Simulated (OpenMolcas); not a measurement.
## How methods differ on PH3 (phosphine)

PH3 has 4 atoms, charge 0, and is taken as a singlet. SMILES: `P`. The shape is that of a PBE0-D4/def2-TZVP optimisation.

```xyz
4

P     0.3460   -0.3265   -0.3328
H     0.6309   -0.0340    1.0270
H    -1.0055   -0.6630   -0.0572
H     0.0287    1.0235   -0.6369
```

Each level gives the energy change with the P1–H3 bond stretched from 1.420 to 1.775 Å (eV). The values are calculated.

```tsv
level	kind	program	value (eV)	less FCI/STO-3G	CPU time (all runs)
HF/STO-3G (restricted)	Hartree–Fock	OpenMolcas	1.60	+0.51	3 s
r2SCAN/STO-3G (restricted)	meta-GGA	OpenMolcas	1.14	+0.05	7 s
B3LYP/STO-3G (restricted)	global hybrid	OpenMolcas	1.15	+0.06	5.8 s
M06-2X/STO-3G (restricted)	hybrid meta-GGA	OpenMolcas	1.30	+0.21	6.3 s
PBE0/STO-3G (restricted)	global hybrid	OpenMolcas	1.22	+0.13	5.3 s
MP2/STO-3G (restricted)	perturbation theory	OpenMolcas	1.32	+0.23	3 s
ACPF/STO-3G (restricted)	coupled cluster or CI	OpenMolcas	1.08	-0.01	3.1 s
CCSD(T)/STO-3G (restricted)	coupled cluster or CI	OpenMolcas	1.09	0.00	3.8 s
FCI/STO-3G	exact in the basis	OpenMolcas	1.09	0.00	3.5 s
```

FCI/STO-3G is exact within its basis and frozen core, so for wave-function methods in that basis the difference is their error; functionals converge differently with the basis, so for them it is only a difference. The first shape isn't each level's own minimum. The values span 1.08 to 1.60 eV. All rows use very small basis sets, so even the best lies far from the true value. CPU times are rough (shared hosts, several kinds of processor): they show what a rung costs within a factor of a few.

Correlation lowers the cost of stretching the P–H bond, and restricted Hartree–Fock overestimates it by 0.51 eV against FCI. As the bond lengthens, the σ and σ* orbitals draw closer and left-right correlation grows, while a single closed-shell determinant keeps too much ionic character. MP2 recovers just over half of the missing stabilisation, leaving an error of +0.23 eV. CCSD(T) matches FCI to the printed precision and ACPF nearly does, so the wave function is still dominated by one configuration at this stretch.

Among the functionals the energy rises with the share of exact exchange, from r2SCAN through B3LYP and PBE0 to M06-2X. This suggests that semilocal exchange mimics part of the left-right correlation that exact exchange leaves out, though the functionals differ in other respects too. The close agreement of CCSD(T) with FCI can't be carried over to full P–H dissociation, where the two bonding configurations become near-degenerate and a perturbative triples correction on a restricted reference typically fails.
